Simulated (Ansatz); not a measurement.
## AlRu: energy above lowest point against volume scale

Results calculated with Ansatz 0.2.0, not measured. Free energy against uniform scaling of the volume at fixed shape and fractions; periodic cell, basis, potentials, k mesh and filling as listed.

The cell before it is scaled or strained (space group Pm-3m, No. 221):
```
cell vectors (Å)
   2.9916     0.0000     0.0000
   0.0000     2.9916     0.0000
   0.0000     0.0000     2.9916
atoms (fractions of the cell vectors)
Al  0.00000  0.00000  0.00000
Ru  0.50000  0.50000  0.50000
```

Settings of every row: functional LDA; dispersion none; potentials all-electron LAPW; k mesh 10x10x10; k shift 0x0x0; occupations fermi dirac; smearing width 0.1 eV; spin none.

Limits: coarse k mesh, up to 40 meV an atom off.

| row | volume scale | V (Å³/atom) | energy above lowest point (meV/atom) |
| --- | --- | --- | --- |
| 1 | 0.92 | 12.316 | 20.1 |
| 2 | 0.96 | 12.851 | 0 |
| 3 | 1 | 13.387 | 12.6 |
| 4 | 1.04 | 13.922 | ? |
| 5 | 1.08 | 14.458 | 111.1 |

Question: what energy above lowest point should row 4 give?

Worked fit of energy above lowest point. Take u = (V_r/V)^(2/3) − 1 with V_r = 13.119 Å³ an atom, which is twice the finite (Eulerian) strain; such expansions in the strain, on which the Birch-Murnaghan equation of state is built, carry the rest volume and the bulk modulus. The shown rows have u = 0.04301, 0.01386, -0.01339, -0.06274. Least squares give energy above lowest point = 2.68 − 463.3 × u + 20165 × u² meV/atom; a straight line predicts inner rows, each left out in turn, worse (root mean square 36 against 0.26 meV/atom). The rows lie off it by 0.0, -0.1, 0.1, 0.0. Its lowest point lies at u = 0.0115, or V = 12.9 Å³ an atom, and the curvature there gives the bulk modulus at fixed shape and fractions, B = (4/9)(1 + u)² E″(u)/V = 228 GPa. The withheld row has u = -0.03883, so the fit gives 2.68 − 463.3 × (-0.03883) + 20165 × (-0.03883)² = 51.1 meV/atom.

The calculation gave 51.4 meV/atom. The fit lies 0.3 meV/atom (0.27 % of the column's range) below it; its largest miss of a shown row is 0.1 meV/atom.
